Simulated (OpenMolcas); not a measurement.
**GaH2ClO: a line through the functionals**

GaH2ClO: 5 atoms, total charge 0, spin state singlet. As SMILES, `[OH][GaH][Cl]`. The shape is that of a PBE0-D4/def2-TZVP optimisation. This is one conformer, not always the lowest.

The vertical ionisation energy (to the doublet cation) y, in eV, basis def2-SVPD; a is the functional's share of exact exchange. Programs: OpenMolcas 26.06.

| functional | program | a | y (eV) |
| --- | --- | --- | --- |
| TPSS | OpenMolcas | 0 | 11.02 |
| r2SCAN | OpenMolcas | 0 | 11.21 |
| B3LYP | OpenMolcas | 0.2 | 11.35 |
| PBE0 | OpenMolcas | 0.25 | ? |
| BHLYP | OpenMolcas | 0.5 | 11.62 |

Fit y = c + s·a to the known rows and predict PBE0.


1. Means of the 4 rows: a = 0.1750, y = 11.300.
2. Σ(Δa)² = 0.1675, Σ(Δa·Δy) = 0.17, so the slope is 0.17/0.1675 = 1.0149.
3. Intercept: 11.300 − (1.0149) × 0.1750 = 11.122. The largest residual of the fit is 0.10.
4. PBE0: 11.122 + (1.0149) × 0.25 = 11.38 eV.

The run gave 11.41 eV, so the prediction is off by -0.03 eV, within the largest residual. The rows mix families of semi-local functionals, which the line can't see.

The vertical ionisation energy rises with the share of exact exchange, from 11.02 and 11.21 eV for the two semi-local functionals to 11.62 eV with BHLYP, and the computed PBE0 value keeps to that order. The electron probably leaves an orbital built mainly from chlorine and oxygen lone pairs, since the gallium valence electrons are tied up in polar bonds to more electronegative partners. Semi-local exchange tends to over-stabilise a hole spread over several such centres, making the cation too easy to form; exact exchange reduces this spurious stabilisation and so raises the ionisation energy.

Exact exchange isn't the only influence, however: TPSS and r2SCAN differ by more than r2SCAN and B3LYP do. The good PBE0 prediction supports interpolation within this range, but it is a weak test of linearity, because PBE0 lies close to B3LYP in exchange share and BHLYP alone anchors the upper end. Nor does the trend show which functional comes closest to the true ionisation energy.
